Lead sulfide absorbs infrared light because little energy separates its filled from its empty electron levels. That separation depends on the wave vector, which says how the sign, or more generally the phase, of an orbital changes from cell to cell. The table follows the levels through seven wave vectors in a PBE calculation of nearly perfect rocksalt PbS.

Kohn–Sham levels of rocksalt PbS, atoms displaced at random by about 0.05 Å, from ABACUS 3.10.1 with PBE, PseudoDojo NC SR 0.4.1 PBE standard pseudopotentials and a DZP basis of numerical atomic orbitals, without spin polarisation or spin–orbit coupling. Energies are counted from the valence top on the 8×8×8 k mesh.

```tsv
point a (reciprocal cell vector)	point b (reciprocal cell vector)	point c (reciprocal cell vector)	level under 4 (eV)	level under 3 (eV)	level under 2 (eV)	level under 1 (eV)	level over 1 (eV)	level over 2 (eV)
0.0000	0.0000	0.0000	-6.054	-2.123	-2.121	-2.120	5.229	5.233
0.0000	0.5000	0.0000	-8.887	-1.777	-1.775	-0.009	0.591	1.931
0.5000	0.5000	0.0000	-7.251	-5.221	-3.426	-3.423	4.026	5.722
-0.1250	0.0000	0.1250	-7.038	-2.562	-1.830	-1.170	2.762	3.318
0.5000	0.2500	-0.2500	-7.995	-4.441	-4.441	-1.003	2.227	4.919
0.2500	0.2500	-0.2500	-8.220	-3.778	-2.773	-2.221	3.091	3.832
-0.1250	-0.2500	0.3750	-8.525	-3.446	-3.024	-0.985	1.684	3.499
```

The points a, b and c are the components of the wave vector along the three reciprocal cell vectors. In the order of the rows, the points are Γ, L, X, a point one third of the way from Γ to K, W, the midpoint of L and X, and the midpoint of L and W. "Level under 1" is the highest filled level, "level over 1" the lowest empty one, and their difference is the direct gap. Energies count from the valence top of the whole mesh.

**(a) Where is the direct gap small, and can this be read from the wave vector alone?**

*Solution.* The gap is smallest at L, 0.600 eV, and largest at Γ and X, above 7 eV. Both edges take part. From Γ to L the highest filled level rises by 2.11 eV, while the lowest empty level falls by 4.64 eV. The empty side thus supplies about two thirds of the change.

To see what sets L apart, look at one sulfur atom and the two lead atoms on either side of it along a cubic axis. If the phase advances by a quarter turn from lead to sulfur and by another quarter turn to the next lead, the two lead orbitals have opposite signs. At Γ they have the same sign. Which orbitals can mix along that axis depends on this difference.

The phase follows from geometry. With wave-vector components $k_x$, $k_y$, $k_z$ in units of $2\pi$ over the cubic edge,

$$k_x=-a+b+c,\quad k_y=a-b+c,\quad k_z=a+b-c,$$

where $a$, $b$, $c$ are the tabulated components. A lead–sulfur contact spans half the edge, so the phase across it is $\pi k_x$, and likewise for the other axes.

Take the midpoint of L and W, the last row. Along $y$ we get $k_y=-0.125+0.25+0.375=0.5$, which is a quarter turn. The other two components are 0.25 and −0.75, which are not. This point therefore has one quarter-turn axis; by the same steps W has one, L has three, and the other four points have none.

This count sorts the gaps into groups that don't overlap. Three quarter-turn axes go with 0.60 eV, one axis with 2.67 and 3.23 eV, and none with 3.93 eV or more. The count uses no adjusted constant, but it gives only the order of the groups and leaves the wide spread within the last group unexplained. Nor is it a rule for every wave vector: the levels change smoothly, so a point close to L also has a small gap, even if none of its axes has an exact quarter turn. The printed output after this text lists the phases and gaps.

The value at L should not be taken as a prediction for real PbS. Spin–orbit coupling is left out; in PbS, PbSe and PbTe it lowers the empty edge at L and shrinks this small gap strongly, whereas PBE usually errs towards gaps that are too small. The differences of several eV between the points are a much safer result.

**(b) Why does a quarter turn narrow the gap, and what does the order of the levels at W and L reveal?**

*Solution.* Counting electrons identifies the levels. Below the gap lie three bands made mainly of sulfur 3p orbitals, and beneath them the filled lead 6s band. The lowest empty levels near the gap are mainly lead 6p. This is the accepted chemistry of PbS; the energies alone don't display the orbitals.

When two levels mix, they push each other apart. Sulfur 3p is therefore pushed down by lead 6p above it and pushed up by lead 6s below it. The first kind of mixing widens the gap, and the second narrows it.

A p orbital has two lobes of opposite sign. If the lead atoms on its two sides carry s orbitals of equal sign, one overlap is bonding and the other antibonding, and they cancel. If the signs are opposite, the two overlaps add. For lead p orbitals pointing along the same axis the rule is reversed: equal signs add and opposite signs cancel.

A quarter turn therefore acts on both edges at once. Head-on mixing between the p orbitals vanishes, so it no longer pushes the filled level down and the empty level up. At the same time the mixing with lead 6s is at its strongest for that axis, and it lifts the filled level. Sideways overlaps with lead along the other two axes cancel at W, at L and at their midpoint, so the p orbital in question doesn't mix with lead 6p on the nearest atoms.

W shows the effect most plainly, because only one of its axes has a quarter turn. One sulfur p orbital should escape lead 6p while the other two remain pushed down. The table indeed has a single filled level at −1.00 eV, well above a pair at −4.44 eV. Overlap between sulfur atoms favours the same order here, so the lead orbitals needn't supply the whole distance.

At L all three sulfur p orbitals escape lead 6p, yet they don't stay together. A lead atom has only one 6s orbital, which can mix with only one combination of the three: the one pointing along the body diagonal. That combination should be lifted out of the group, and a single level does lie 1.77 eV above a nearly equal pair.

This order is telling because overlap between sulfur atoms alone would reverse it. At L, successive sulfur layers across the diagonal have opposite signs, so p orbitals pointing along the diagonal meet with lobes of like sign. That is a bonding arrangement, which would place the single level below the pair. Finding it on top speaks for the push from lead 6s.

The same layer argument applies to the empty lead 6p orbitals. Bonding overlap between lead layers favours the combination along the diagonal, which is the accepted character of the lowest empty level of PbS at L. It can help to explain why the empty edge drops further at L than at W, although the filled sulfur 3s level also mixes with this combination and pushes it up.

**(c) Why do the points without a quarter-turn axis still differ so much?**

*Solution.* Here the p orbitals of lead and sulfur do mix, and their sideways overlap matters. With equal signs on neighbouring atoms, p orbitals placed side by side are bonding, while those placed head-on are antibonding. The two contributions therefore oppose each other at Γ. For a p orbital along $x$, the net mixing is proportional to

$$\cos(\pi k_x)-t\,[\cos(\pi k_y)+\cos(\pi k_z)],$$

where $t$ is the strength of sideways relative to head-on overlap, a positive number well below one.

At Γ all cosines are 1, and the mixing is $1-2t$ for each of the three orbitals. At X the cosine along one axis changes sign. For the two orbitals across that axis the sideways terms cancel and leave 1; for the orbital along it they reinforce the head-on term and give $1+2t$ in size.

The filled levels follow this order. They lie near −2.12 eV at Γ, near −3.42 eV for the pair at X and at −5.22 eV for the single level there: the stronger the mixing with lead 6p, the deeper the level. Overlap between sulfur atoms favours the same order, so these numbers don't divide the credit between the two causes.

The same expression helps to explain the irregular pair of points inside the zone. At the point between Γ and K, two of the p orbitals have a reduced head-on term, and sideways overlap weakens the mixing of all three. Midway between L and X it cancels for two orbitals and strengthens the third, so that none gets off lightly. Accordingly the gap midway between L and X is 1.38 eV larger, although the total mixing with lead 6s is somewhat stronger there. Overlap between sulfur atoms also favours lower filled levels at this point, so it shares the credit.

The picture fails for the empty edge at X. Stronger p–p mixing should raise it above its position at Γ, yet it lies lower, at 4.03 against 5.23 eV. The next empty level at X is 1.7 eV higher, so the lower one isn't part of an equal pair. It may be the lead 6p orbital along the axis whose cosine changes sign, lowered by bonding overlap between lead atoms, or a level of another character; the energies don't decide. Levels so high are also the ones that a small set of atomic orbitals describes least reliably.

One small irregularity belongs to the structure. The atoms were displaced by about 0.05 Å from their ideal sites, which splits filled levels that perfect rocksalt would keep equal by 2 to 3 meV at Γ, L and X. It also makes the different L points of the crystal slightly unequal. The smallest gap on the whole mesh, 0.583 eV, is 17 meV below the value at the L point in the table, and probably belongs to another L point.

Numerical output:

```
Phase between Pb and S along the cubic axes:
     row   cosine x   cosine y   cosine z  quarter-turn axes  sum of squared sines
     0.0          1          1          1                  0                     0
     0.0  6.123e-17  6.123e-17  6.123e-17                  3                     3
     0.5          1          1         -1                  0                     0
  -0.125     0.7071          1     0.7071                  0                     1
     0.5  6.123e-17          1         -1                  1                     1
    0.25     0.7071     0.7071    -0.7071                  0                   1.5
  -0.125     0.7071  6.123e-17    -0.7071                  1                     2
Direct gap and edge levels in eV:
     row  direct gap  filled top  empty bottom  quarter-turn axes
     0.0       7.349       -2.12         5.229                  0
     0.0         0.6      -0.009         0.591                  3
     0.5       7.449      -3.423         4.026                  0
  -0.125       3.932       -1.17         2.762                  0
     0.5        3.23      -1.003         2.227                  1
    0.25       5.312      -2.221         3.091                  0
  -0.125       2.669      -0.985         1.684                  1
Direct gap at Gamma less that at L, eV: 6.749
Rise of the filled top from Gamma to L, eV: 2.111
Fall of the empty bottom from Gamma to L, eV: 4.638
Share of the empty bottom in the gap change, percent: 68.72
Single filled level above the pair at L, eV: 1.766
Single filled level above the pair at W, eV: 3.438
Filled pair above the single level at X, eV: 1.795
Filled top at Gamma above that at X, eV: 1.303
Second empty level above the first at L, eV: 1.34
Fourth filled level at Gamma above that at L, eV: 2.833
Gap midway L-X less gap on Gamma-K, eV: 1.38
Spread of the three upper filled levels at Gamma, meV: 3
Splitting of the lower filled pair at L, meV: 2
Splitting of the upper filled pair at X, meV: 3
Gap at the listed L point less gap on the whole mesh, meV: 17
```
